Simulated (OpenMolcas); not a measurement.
**InSiH3OF (SMILES [F][In][O][SiH3]): the vertical energy of the quartet above the doublet, rung by rung**

InSiH3OF has 7 atoms, charge 0, and is taken as a doublet. As SMILES, `[F][In][O][SiH3]`. The shape is that of a PBE0-D4/def2-TZVP optimisation. This is one conformer, not always the lowest.

Quantity: the vertical energy of the quartet above the doublet, in eV. The values are calculated.

```
                             level           kind     program  value (eV)  CPU time (all runs)
     UHF/def2-SVP (core potential)   Hartree–Fock  OpenMolcas        4.61                 28 s
  USVWN5/def2-SVP (core potential)            LDA  OpenMolcas        5.32              4.7 min
   UBLYP/def2-SVP (core potential)            GGA  OpenMolcas        5.30                4 min
U-r2SCAN/def2-SVP (core potential)       meta-GGA  OpenMolcas        5.27              2.9 min
   UTPSS/def2-SVP (core potential)       meta-GGA  OpenMolcas        5.29              3.6 min
  UB3LYP/def2-SVP (core potential)  global hybrid  OpenMolcas        5.59              2.2 min
  UBHLYP/def2-SVP (core potential)  global hybrid  OpenMolcas        5.58              1.8 min
   UPBE0/def2-SVP (core potential)  global hybrid  OpenMolcas        5.55              2.1 min
```

Spin-orbit coupling, which can split open shells on such heavy atoms by tenths of an eV, is left out. The values span 4.61 to 5.59 eV. CPU times are rough (shared hosts, several kinds of processor): they show what a rung costs within a factor of a few.

Every method puts the quartet well above the doublet at this geometry. The density functionals agree fairly closely, from 5.27 to 5.59 eV, with the three hybrids above all the semilocal functionals. Hartree–Fock stands apart at 4.61 eV, probably because it leaves out the opposite-spin correlation that stabilises the additional electron pair in the doublet. The rise from semilocal to hybrid functionals therefore does not continue to Hartree–Fock, and UBHLYP is no higher than UB3LYP.

The large gap fits the bonding expected of formally divalent indium. One electron is left in an orbital of mainly In 5s character, with some 5p mixed in, while the other valence electrons are paired in polar bonds and in lone pairs on fluorine and oxygen. Reaching the quartet means breaking one of these pairs and promoting an electron, probably into an indium 5p or In–ligand antibonding orbital. The gap is not a measure of the first optical excitation, since moving the already unpaired electron gives excited doublets without breaking a pair.
